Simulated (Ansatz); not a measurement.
## Swapping H for Br on Sn: the atomisation energy

On one Sn centre, n of the H ligands are replaced by Br. The atomisation energy (no zero-point term) y in kJ/mol at CCSD(T)/def2-TZVPP. Shapes, held fixed at every level: PBE0-D4/def2-TZVP. Programs: Ansatz 0.2.0.

| molecule | n | y (kJ/mol) |
| --- | --- | --- |
| SnH4 | 0 | 1088 |
| SnH3Br | 1 | ? |
| SnHBr3 | 3 | 1111 |
| SnBr4 | 4 | 1113 |

Task: Fit y = c + s·n to the known rows and predict SnH3Br.

Result: 
1. Means of the 3 rows: n = 2.33333, y = 1104.0.
2. Σ(Δn)² = 8.6667, Σ(Δn·Δy) = 57, so the slope is 57/8.6667 = 6.5769.
3. Intercept: 1104.0 − (6.5769) × 2.33333 = 1088.7. The largest residual of the fit is 2.6.
4. SnH3Br: 1088.7 + (6.5769) × 1 = 1095 kJ/mol.

The run gave 1097 kJ/mol, so the prediction is off by -2 kJ/mol, within the scatter of the fit. The step per swap changes from +9 to +2 kJ/mol along the series, so a line misses the bend: the ligands act on one another. The slope is only an average step. Other levels give for SnH3Br: SPW92/def2-TZVPP 1252; MP2/def2-SVP 1013; MP2/def2-TZVPP 1066 kJ/mol. The series runs otherwise at BHLYP-D4/def2-TZVPP, CCSD(T)/def2-SVP, CCSD/def2-TZVPP, HF/def2-SVP, HF/def2-TZVPP. Spin-orbit coupling of the free atoms (H 0, Br 15 kJ/mol each; the atoms kept shift only the intercept) is left out. For atoms past krypton def2 sets carry core potentials with scalar relativity. Relativity is left out for Br unless named. Correlated rows may include outer-core shells of Br, Sn, which these sets cover unevenly.

Replacing H by Br barely changes the total binding: Sn–H and Sn–Br bonds are close in strength, with a small gain for bromine. The polar Sn–Br bond gains from charge transfer to the more electronegative ligand, while the compact H 1s orbital overlaps well with tin. The gain fades from +9 to +2 kJ/mol per swap, probably because successive bromines draw on the same tin charge and repel one another.

The upward slope is not a safe bond-strength order. The atomic spin-orbit lowering of 15 kJ/mol per Br exceeds every step and would reverse the trend in the electronic energies. Zero-point energy acts the other way, since the stiff, light Sn–H oscillators lose more of their well depth.

The curvature is sturdier, because the atomic spin-orbit term is linear in n and cancels when ligands are redistributed. Both mixed molecules lie above the line joining SnH4 and SnBr4, which suggests a slight energetic preference for mixed ligands over separation into the end members.
